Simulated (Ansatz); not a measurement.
# Trial structures of B₃F₂: starts and ends

Computed with DFT PBE, scalar-relativistic, plane waves, PAW in Ansatz. All cells share a 420 eV cutoff and Γ-centred k meshes spaced at most about 0.3 Å⁻¹ (about 0.25 or finer for metals, 2π included). No spin polarisation in the final relaxations.

Each guess was relaxed in cell and atoms at zero pressure, within the symmetry of its start. These are static total energies at zero pressure. Coordination counts F atoms around B (those within 1.25 times the shortest such distance or 1.15 times the sum of covalent radii; a plus sign parts nearer from farther groups; the shortest distance is added where it is long for a bond; a slash parts the counts of unlike sites).

```tsv
guess	made from	start group	V start (Å³/atom)	end group	V end (Å³/atom)	coordination at the end	gap on mesh (eV)	E over the lowest end (meV/atom)
1	Cu3Te2 type	P4mm	8.4	P4mm	10.8	B 1/2 from 2.0 Å	0	136
2	Sn3Pt2 type	P6_3/mmc	8.4	?	?	?	?	?
3	random cell	P4mm	9.1	P4mm	10.4	B 1/4 from 2.5 Å	0	0
4	Co3Ge2 type	P-6m2	8.5	P-6m2	9.3	B 2/6 from 2.5 Å	0	1069
```

Guess 2 as it starts:

```
B F
1.0
     3.18771    0.00000    0.00000
    -1.59386    2.76064    0.00000
     0.00000    0.00000    9.53224
B F
6 4
Direct
  0.00000 0.00000 0.25000
  0.00000 0.00000 0.75000
  0.33333 0.66667 0.93000
  0.66667 0.33333 0.43000
  0.33333 0.66667 0.57000
  0.66667 0.33333 0.07000
  0.33333 0.66667 0.14300
  0.66667 0.33333 0.64300
  0.33333 0.66667 0.35700
  0.66667 0.33333 0.85700
```

Q: Fill in the missing row: what does this guess relax into, and where does it rank?

A: It ends in space group P6_3/mmc (No. 194), with a = 2.559 Å, c = 22.083 Å, 12.5 Å³/atom and no gap. It lies 0.31 eV/atom over the lowest end, above guess 1 and below guess 4. Counting F atoms around B, this end has B 1/6+6 from 4.0 Å and the lowest (guess 3) has B 1/4 from 2.5 Å. This end and the lowest (guess 3) both hold B–B nets.

```cif
data_structure
_symmetry_space_group_name_H-M 'P 1'
_symmetry_Int_Tables_number 1
_cell_length_a 2.5592
_cell_length_b 2.5592
_cell_length_c 22.0835
_cell_angle_alpha 90.000
_cell_angle_beta 90.000
_cell_angle_gamma 120.000
_cell_volume 125.26
loop_
_atom_site_label
_atom_site_type_symbol
_atom_site_fract_x
_atom_site_fract_y
_atom_site_fract_z
_atom_site_occupancy
B1 B 0.00000 0.00000 0.25000 1
B2 B 0.00000 0.00000 0.75000 1
B3 B 0.33333 0.66667 0.02241 1
B4 B 0.66667 0.33333 0.52241 1
B5 B 0.33333 0.66667 0.47759 1
B6 B 0.66667 0.33333 0.97759 1
F1 F 0.33333 0.66667 0.08239 1
F2 F 0.66667 0.33333 0.58239 1
F3 F 0.33333 0.66667 0.41761 1
F4 F 0.66667 0.33333 0.91761 1
```

The zero of energy is the elements' standard structures at the same level (F₂ as a molecule); no fitted shifts are applied.

Q: Is the lowest end bound against the elements?

A: Yes: its formation energy is −0.65 eV/atom. A negative formation energy is needed for stability but isn't enough: competing phases decide.

No dispersion correction is applied, so the spacing and binding between layers, chains or molecules are poorly described (P4mm at 10.4 Å³/atom, P4mm at 10.8 Å³/atom, P6_3/mmc, P-6m2), and this can change margins and order among such cells. In P4mm at 10.4 Å³/atom, P4mm at 10.8 Å³/atom, P-6m2 an odd number of electrons in the primitive cell allows no gap without spin; a larger cell or a magnetic state could open one. A magnetic state wasn't ruled out in cells without spin, among them P4mm at 10.4 Å³/atom. Cells relaxed within their symmetry can be saddle points. A lower structure may well exist outside this small set. Some candidate types were left out of the draw beforehand, so a known form may be missing.

Guess 2 has separated into buckled boron sheets capped by fluorine on both faces, much like fluorinated graphene, and flat triangular boron layers with no fluorine within bonding reach. In these flat layers the nearest boron atoms are 2.559 Å apart, far beyond a normal B–B bond. This poorly bonded boron probably accounts for much of the 0.31 eV/atom penalty. The capped sheets are also electron-poor: after bonding to fluorine, each boron has too few electrons to fill three B–B bonds, which suggests holes in the σ framework and fits the missing gap.

Density doesn't set the ranking, since the most compact end, guess 4, is by far the highest and even lies above the elements. The negative formation energy of the lowest end mainly reflects how strong B–F bonds are compared with the weak bond in F₂. Boron and fluorine are known to favour molecular fluorides, above all BF₃, so even this end would probably disproportionate into BF₃ and elemental boron.
